Q: I have the potential energy of an electron through a thin slab of hafnium nitride, HfN. It is flat outside, drops steeply at the surface, and then runs through wells that seem to deepen toward the middle. Which sizes should I keep in mind?

A: Three are worth remembering. The flat part lies roughly 4 eV above the Fermi level. The bend below it shrinks by a factor of e for every half ångström you move outward. Inside the slab the plotted potential swings by about 7 eV between the atomic planes and the gaps between them, but it is a smoothed potential, so this last size helps in reading the table and is no property of the material.

Plane-averaged smooth electrostatic potential energy of an electron across an unrelaxed six-plane slab of rocksalt HfN(110), from Ansatz 0.2.0 with PBEsol, PAW and a 420 eV plane-wave cutoff. The calculation is scalar-relativistic without spin polarization, with an 11×8×1 k mesh, Gaussian smearing of 0.1 eV and a dipole correction at the cell boundary.

```tsv
height (Å)	potential energy of an electron from the Fermi level (valence top where gapped) (eV)
2.58	3.730
3.16	3.730
3.73	3.720
4.30	3.700
4.88	3.610
5.45	3.340
6.03	2.460
6.60	-0.710
7.17	-9.820
7.75	-11.940
8.32	-7.280
8.90	-13.190
9.47	-11.450
10.04	-8.430
10.62	-14.060
11.19	-9.840
11.77	-9.840
12.34	-14.060
12.91	-8.430
13.49	-11.450
14.06	-13.190
14.64	-7.280
15.21	-11.940
15.78	-9.830
16.36	-0.710
16.93	2.460
17.50	3.340
18.08	3.610
18.65	3.700
19.23	3.720
19.80	3.730
20.38	3.730
```

Q: What does the flat part tell me?

A: Out there almost no charge is left, and the slab behind is neutral as a whole, so its mean electric field vanishes and the potential energy of an electron stays constant. The slab is metallic, so the zero of the table is the Fermi level. The height of the plateau, 3.73 eV, is therefore the work function: the energy needed to take an electron from the Fermi level to rest just outside. Both ends reach the same value because the two faces are equivalent.

Q: May I use that number for a real HfN electrode?

A: Only with care. The atoms sit where a cut through the bulk crystal leaves them, and the calculation still finds large forces on them. Relaxation would change the charge at the surface and could shift the work function. The slab is also only six planes thick, and another crystal face would have a work function of its own. In a transistor gate the contact with the dielectric adds its own dipole, so the vacuum value is a starting point for the band line-up and not the answer.

Q: Why does the potential bend down before I reach the first atoms?

A: Because electrons leak out. An electron at the Fermi level lacks the energy $W$, the work function, to escape, so its wave function dies away outside as $e^{-kz}$, where $z$ is the distance outward and $k=\sqrt{2mW}/\hbar$. The density is the square of the wave function and falls as $e^{-2kz}$. Poisson's equation says that the curvature of the potential is proportional to the density. Integrating an exponential twice gives the same exponential, so far enough outside, where the barrier has its full height, the gap between the potential and its plateau should also shrink as $e^{-2kz}$.

Q: Can you show me that with numbers?

A: For $W=3.73$ eV the formula gives $2k=1.98$ per ångström. I take the size of the gap from the row at 6.03 Å, where it is $3.73-2.46=1.27$ eV. The next row outward, at 5.45 Å, is 0.58 Å further from the slab, so the gap there should be

$$1.27\ \text{eV}\times e^{-1.98\times 0.58}\approx 0.40\ \text{eV}.$$

That puts the potential at 3.33 eV, and the table has 3.34 eV. The row at 6.03 Å set the size and is no test, but the row at 5.45 Å had no part in it.

Q: Is such close agreement to be trusted?

A: Only in part. That electrons leak out and bend the potential is sound, but that the simple rate fits so well is partly luck. Taken from the table between 4.88 and 6.03 Å, the decay rate is 4 % above the expected one. Much of that could be rounding in the table. But the formula assumes a barrier of full height $W$. So close to the surface, exchange and correlation are expected to lower it by an amount comparable with $W$ itself, which slows the decay. Electrons in deeper states, or moving along the surface, die away faster. These effects pull in opposite directions and seem largely to cancel here. The run also warns of a rough exchange-correlation potential where the density is thin, which is another reason not to read the far tail too finely.

Q: Where does the simple formula stop working?

A: It parts from the table one row further in. Carried inward to 6.60 Å, it gives about −0.2 eV, while the table has −0.71 eV. There you are less than 1 Å from the outermost plane, and the mean potential has already dropped below the Fermi level. No barrier is left to make the density a simple tail, and close to the atoms it rises more steeply than the exponential. The output printed below gives the decay rates, but its two lines headed "Tail model" run the exponential in the wrong direction, growing toward the vacuum, and should be ignored in favour of the estimate above.

Q: How much charge is actually out there?

A: The slope of the potential tells you, by Gauss's law. About 0.12 electrons per surface cell, which holds one Hf and one N, lie more than 1.76 Å outside the outermost plane. Little charge is enough to bend the potential by an electronvolt. The tail also lengthens as the work function falls, since $k$ goes as its square root.

Q: Now the inside. The lowest values go from −11.94 to −13.19 to −14.06 eV. Are the inner layers bound more strongly?

A: The table can't tell you that, and only part of the trend is real. The step from the second well to the third comes from where the rows fall. The potential is lowest at a plane of atoms, where the positive cores sit, and highest midway between two planes. The planes are 2.77 row spacings apart, which is not a whole number, so each plane is met at a different distance. The row at 10.62 Å lies only 0.06 Å from its plane and comes close to the bottom of the well, whereas the row at 8.90 Å is 0.19 Å off and already part of the way up. The row at 7.75 Å misses the bottom of its well too, but the outermost well really is shallower. The full profile, of which the table shows only some rows, has points within about 0.06 Å of both the outermost and the third plane. There the two wells still differ by about 1.4 eV, so most of the 2.1 eV between them in the table is an effect of the surface.

Q: And the two equal values of −9.84 eV in the very centre, where I expected a peak?

A: There the rows miss the top. These rows stand on either side of the midpoint between the two central planes, and neither touches it. The row at 8.32 Å, by contrast, falls almost exactly midway between its planes and reaches −7.28 eV.

Q: How do you know that the second and third planes don't really differ?

A: By sorting the rows by their distance from the nearest plane. I joined the three rows around the second plane by straight lines, extended them a little toward the plane, and used them to predict the three rows around the third. The predictions come within about 0.3 eV, small beside the 7 eV swing. A real difference of that size between the planes could still hide in the error of the straight lines.

Q: Does the outermost plane follow the same curve?

A: No. Its well is shallower, as we saw, and farther out the difference grows. At 7.17 Å, on the vacuum side of that plane, the second plane's curve predicts −11.9 eV, but the table has −9.82 eV. Between two planes, the attraction of both neighbours holds the potential down. On the vacuum side there is only one plane to pull, so the potential climbs faster and keeps climbing to the plateau. On the inner side, at 7.75 Å, the departure is only about a third as large.

Q: So could I read the well depths as binding energies?

A: No. Near the nuclei this is a smoothed potential, whose depth depends on how the PAW method replaces the true one. The positions of the wells carry physical meaning, and so does the plateau, but the depth of a well does not.

The analysis program printed:

```
Plateau above the Fermi level (eV): 3.73
Decay rate of density expected from the work function (1/angstrom): 1.979
Decay rate of the potential from heights 4.88 to 6.03 (1/angstrom): 2.054
Excess of the computed rate over the expected one (per cent): 3.817
Tail model at heights 3.16 to 6.60, anchored at 6.03 (eV): -368.1, -116.6, -35.23, -8.633, -0.2719, 2.46, 3.319
Tail model less computed potential, same heights (eV): -371.8, -120.3, -38.93, -12.24, -3.612, 0, 4.029
Electrons per surface cell beyond the midpoint of 5.45 and 6.03: 0.1214
Distance of that midpoint from the outermost plane (angstrom): 1.76
Electrons per surface cell beyond the midpoint of 4.88 and 5.45: 0.03724
Spacing of atomic planes and of rows, ratio: 2.772
Height of the outermost plane (angstrom): 7.5
Distance from nearest plane, heights 7.17 to 11.19 (angstrom): 0.3299, 0.2501, 0.7714, 0.1914, 0.3786, 0.643, 0.06298, 0.507
Potential predicted from the second plane, same heights (eV): -11.9, -12.64, -7.28, -13.19, -11.45, -8.643, -14.38, -10.09
Prediction less computed value, zero by construction at 8.32, 8.90, 9.47 (eV): -2.082, -0.7046, 0, 0, 0, -0.2135, -0.3246, -0.2465
```
